Where should the gate of a spherical quantum dot be set so that the dot holds N electrons, and how far can it drift before the number changes? The dot keeps N electrons while the reservoir's level lies between μ(N) and μ(N+1). The chemical potential μ(N) = E(N) − E(N−1) places that window, and the addition energy μ(N+1) − μ(N) is its width. For the model dot below, computed with spin-polarised PBE, μ can be estimated on paper to about 0.06 hartree*, while the widths come out well in mid-shell and badly at some peaks. Starred units are the hartree and bohr rescaled by effective mass and dielectric constant.

Spherical quantum dot in effective atomic units (starred), computed with the radks radial solver and Libxc using spin-polarised Kohn-Sham theory, the PBE functional and m-averaged shells. The well is −V₀/(1 + exp((r − R)/a)) with V₀ = 15.2 hartree*, R = 3.22 bohr* and a = 0.26 bohr*, plus a central point charge of 1 e.

| electrons | chemical potential (hartree*) | unpaired electrons | rms radius (bohr*) | highest eigenvalue (hartree*) | highest level | addition energy (hartree*) |
| --- | --- | --- | --- | --- | --- | --- |
| 1 | -15.58 | 1 | 1.237 | -15.29 | 1s up | n/a |
| 2 | -14.85 | 0 | 1.356 | -14.59 | 1s up | 1.259 |
| 3 | -13.59 | 1 | 1.557 | -13.38 | 1p up | 0.4234 |
| 4 | -13.17 | 2 | 1.661 | -12.95 | 1p up | 0.4395 |
| 5 | -12.73 | 3 | 1.730 | -12.51 | 1p up | 0.5754 |
| 6 | -12.15 | 2 | 1.785 | -11.95 | 1p down | 0.4048 |
| 7 | -11.75 | 1 | 1.828 | -11.54 | 1p down | 0.4183 |
| 8 | -11.33 | 0 | 1.864 | -11.12 | 1p up | 1.055 |
| 9 | -10.27 | 1 | 1.909 | -10.08 | 1d up | 0.3952 |
| 10 | -9.878 | 2 | 1.947 | -9.680 | 1d up | 0.3974 |
| 11 | -9.481 | 3 | 1.978 | -9.282 | 1d up | 0.3980 |
| 12 | -9.083 | 4 | 2.006 | -8.884 | 1d up | 0.3978 |
| 13 | -8.685 | 5 | 2.031 | -8.486 | 1d up | 0.5111 |
| 14 | -8.174 | 4 | 2.054 | -7.983 | 1d down | 0.3825 |
| 15 | -7.792 | 3 | 2.075 | -7.599 | 1d down | 0.3849 |
| 16 | -7.407 | 2 | 2.094 | -7.214 | 1d down | 0.3859 |
| 17 | -7.021 | 1 | 2.112 | -6.828 | 1d down | 0.3861 |
| 18 | -6.635 | 0 | 2.128 | -6.442 | 1d up | 0.6566 |
| 19 | -5.978 | 1 | 2.130 | -5.736 | 2s up | 0.6140 |
| 20 | -5.364 | 0 | 2.131 | -5.128 | 2s up | 0.5955 |
| 21 | -4.769 | 1 | 2.149 | -4.583 | 1f up | 0.3710 |
| 22 | -4.398 | 2 | 2.165 | -4.212 | 1f up | 0.3709 |
| 23 | -4.027 | 3 | 2.181 | -3.841 | 1f up | 0.3706 |
| 24 | -3.656 | 4 | 2.196 | -3.471 | 1f up | 0.3703 |
| 25 | -3.286 | 5 | 2.210 | -3.101 | 1f up | 0.3698 |
| 26 | -2.916 | 6 | 2.223 | -2.731 | 1f up | n/a |

Levels are named by radial order, so 1p, 1d and 1f are the nodeless states with l = 1, 2, 3. They fill as 1s, 1p, 1d, 2s, 1f and close at 2, 8, 18 and 20; "up" at a closure is only a label, since both spins are degenerate there. Inside a shell each electron costs a repulsion of about 0.4 more than the one before. At a closure the gap to the next level is added. The unpaired electrons show that p and d fill one spin first, and the peaks at 5 and 13 mark the first electron of opposite spin, which by the usual Hund's-rule argument gets no exchange from the shell's other occupants.

The rule adds these pieces to the well floor −V₀ = −15.2:

μ(N) = −V₀ + x²/(2L²) − Zg/L + c(N−1)(3/2 − qL²/2Rᵤ²)/Rᵤ − Jf

The second term is the level in a hard spherical box of radius L, with x the zero of the spherical Bessel function. The third is the pull of the central charge Z = 1 in first order, g/L being ⟨1/r⟩ in the box orbital. For 1s, 1p, 1d, 2s, 1f the pure numbers are x = 3.142, 4.493, 5.763, 6.283, 6.988 and g = 2.438, 1.851, 1.634, 3.114, 1.516. The fourth term smears the other N−1 electrons into a uniform sphere. Its radius follows from the rms radius of the density as Rᵤ = √(5/3)·rms, and a charge Q so spread gives the potential Q(3/2 − r²/2Rᵤ²)/Rᵤ inside. The entering orbital samples this with ⟨r²⟩ = qL², where q = 0.283, 0.375, 0.439, 0.321, 0.487. In the last term f is the fraction of the spin subshell already filled. Unweighted least squares on μ of all 26 rows gives L = 3.01 bohr*, c = 0.948 and J = 0.01.

Take N = 11, the third 1d electron. The box term is 5.763²/(2 × 3.01²) = 1.833 and the charge term −1.634/3.01 = −0.543. The rms radius 1.978 gives Rᵤ = 2.554, the bracket is 1.5 − 0.439 × 3.01²/(2 × 2.554²) = 1.195, and the charging is 0.948 × 10 × 1.195/2.554 = 4.436. With f = 2/5 the exchange term is −0.004. The sum is −9.48 against −9.481 in the table. For N = 19, the first 2s electron, Rᵤ = 2.750 and the bracket rises to 1.308, so μ = −15.2 + 2.179 − 1.035 + 8.116 = −5.94, which is 0.04 above the table's −5.978. Both rows were in the fit, and 11 happens to be the best row. The rms error over the table is 0.064 and the worst, at N = 20, is −0.13, far above the rounding of 0.005 or less. Fitted to N ≤ 18 alone, but still given the table's rms radii, the rule reproduces rows 19 to 26, two shells left out of that fit, to 0.14 rms. If no radius is at hand, rms ≈ 1.27·N^0.178 (a log-log fit to all rows, good to 6 %) leaves the rms error unchanged but lets the worst row reach 0.22.

The bracket earns its place. With a fixed charge per electron, c(N−1), the same fit has an rms error of 0.30, and with c(N−1)/rms it has 0.11. In both, N = 20 is the worst row and both 2s rows come out too low. The electron cloud repels most strongly at the centre, so a compact orbital pays more than a high-l orbital pressed against the wall. The 2s orbital sits well inside the cloud it joins: its box value qL² is only about two thirds of the cloud's mean-square radius at N = 18. The rms radius almost stalls at 2.13 from 18 to 20, as expected if 2s pulls the mean in about as much as its repulsion pushes the other shells out. The second form also needs L = 4.3, well outside the well radius of 3.22, whereas L = 3.01 reproduces the numerically solved one-electron levels of the empty well to 0.16 or better. For 1s that is partly cancellation: the charge term gives −0.81 where the charge really lowers the level by 1.01, and the box level lies too low. A value below 3.22 is reasonable because the soft edge lifts the floor before the nominal radius. Still, L, c and J trade against each other, and Rᵤ is smaller than L in every row, so the interior formula is stretched; the constants are calibration for this one well.

The bracket also fits the filling order. In the empty well the central charge pulls 2s (−13.97) below 1d (−13.78), the reverse of the order without it. For the ninth electron, with Rᵤ = 2.465, the brackets differ by (0.439 − 0.321) × 3.01²/(2 × 2.465²) = 0.088, which charges 2s an extra 0.948 × 8 × 0.088/2.465 = 0.27 against a box advantage of 0.15. So 1d wins, as in the table, but by a margin no larger than the rule's worst error. The same competition suggests how a neighbouring dot behaves. A larger Z lowers s levels most, so it widens the gaps at 2 and 20 and narrows the one at 18, but the order soon changes: each unit of Z lowers 2s against 1d by (3.114 − 1.634)/3.01 = 0.49, so about a quarter of a unit more already puts 2s ahead of 1d at the ninth electron, and the shell order must be worked out afresh. A wider well shrinks the box part of the level gaps as 1/L², but the charging and the pull of the central charge only as 1/L, so closures should sink toward the plateau. How much of the interacting gaps is owed to the charge is not fixed by empty-well levels.

Addition energies are differences of μ and are harder. On the d and f plateaus the rule is 1 to 5 % too high relative to the table, on the p plateau 6 to 13 %. A shortcut is the second difference of the sphere's self-energy (3/5)Q²/R, namely 1.2/R = 0.373 with the well radius R = 3.22, which matches 1f within 1 % and is up to 15 % low in 1p. The fall of the plateaus from p to f fits weaker repulsion in larger orbitals, although size and l grow together here. Where the highest eigenvalue ε is known there is a sharper route. By Janak's theorem μ is the average of ε as the last electron is fed in, so for ε linear in occupation ε − μ is half its slope, and that slope is the plateau. On plateau rows from N = 10 on, 2(ε − μ) matches the addition energy within 0.002. In exact theory ε equals μ; the offset is PBE's self-interaction error. At N = 1 the eigenvalue lies 0.29 above μ, which is itself within 0.01 of the exact level. The flatness of the plateaus owes something to the m-averaging, which forbids deformation and multiplet structure.

The peaks are where the rule fails. It gets 2 and 8 to about 5 % or better and 18 to about 10 %, but J = 0.01 erases the half-shell peaks, which come out 19 % low. The three fits give J from −0.08 to 0.19, so it cannot be read as exchange, and the fault lies in the shape of the term. Because f returns to zero both at the spin flip and at the next shell, J puts the same step at half-filling and at the closures 8 and 18, which the rule already overshoots, and the fit switches it off. The errors show what is missing: the first opposite-spin electrons, rows 6, 14 and 20, are the lowest of their shells (−0.124, −0.081, −0.130). A term that charges minority-spin electrons instead would restore the half-shell peaks without raising the closures. The table gives the bump directly: 0.5754 − 0.4395 = 0.14 for p and 0.5111 − 0.3978 = 0.11 for d. Worse is N = 19, where 0.6140 is no closure but the cost of pairing two electrons in one compact orbital, like the 0.73 between μ(1) and μ(2). It is also a half-filled shell: it exceeds 2(ε − μ) = 0.484 by 0.13, the same opposite-spin step as at 5 and 13. The rule has neither that step nor the strong repulsion inside one orbital, so μ(20) is too low, the width at 19 is 27 % low and that at 20 is 30 % high. The greedy filling is not guaranteed to find the lowest state; the natural rival, one 2s electron moved into 1f to gain exchange, comes closest near row 26, as the f shell approaches half filling.

For this well, then: use the formula for μ with errors of up to 0.13 in mind (0.22 if the radius is estimated too), take 0.4 for a mid-shell window, add 0.11 to 0.14 at a half-filled p or d shell, and compute properly wherever an s level is pairing.
